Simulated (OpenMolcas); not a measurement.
# doublet [CF2]+: a scaling law for UPW91

[CF2]+: 3 atoms, total charge +1, spin state doublet. As SMILES of the parent species, `F[C]F`. The shape is that of a GFN2-xTB optimisation. That shape belongs to the parent species and isn't relaxed for this state.

UPW91, gradient, OpenMolcas 26.06, on 1 thread of Arm Neoverse V2, shared host. N is the number of basis functions, t the processor time.

```
   basis    N  t (s)   ln N   ln t
 cc-pVDZ   42    3.8  3.738  1.335
cc-pCVDZ   54    4.4  3.989  1.482
 cc-pVTZ   90     12  4.500  2.485
cc-pCVTZ  129      ?  4.860      ?
```

Question: Fit t = C·Nᵖ to the known rows and estimate the time in cc-pCVTZ.

Answer: 
1. Means of the 3 rows: ln N = 4.07567, ln t = 1.7673.
2. Σ(Δln N)² = 0.30159, Σ(Δln N·Δln t) = 0.47524, so the slope is 0.47524/0.30159 = 1.5758.
3. Intercept: 1.7673 − (1.5758) × 4.07567 = -4.6551. The largest residual of the fit is 0.149.
4. ln t = -4.6551 + 1.5758 × 4.860, so t ≈ 20 s.

The run took 27 s, so the estimate is too short by a factor of about 1.4. The fitted power is 1.6, with the electron count fixed. Fixed start-up costs flatten the line at the short runs, so it runs low for the long one.

The processor time climbs with every enlargement of the basis, but not along a single power. It hardly changes from cc-pVDZ to cc-pCVDZ, then rises steeply to cc-pVTZ and on to cc-pCVTZ, so the fitted 1.6 is an average over a curve that bends upwards rather than the scaling of the method. In a molecule of 3 atoms nearly all basis functions overlap, so distance screening discards few two-electron integrals, and their formal quartic growth should increasingly outweigh the gentler cost of the density-functional quadrature. The number of functions is also an incomplete measure of work. The double-zeta core-valence set adds only tight s and p functions, whereas the step to triple zeta brings in f shells on every atom, whose integrals are more laborious; this probably contributes to the jump between 54 and 90 functions. Differences in the number of self-consistency cycles could shift individual points as well. The fit gives no guidance on how the time grows with molecular size, where added atoms bring both electrons and distance.
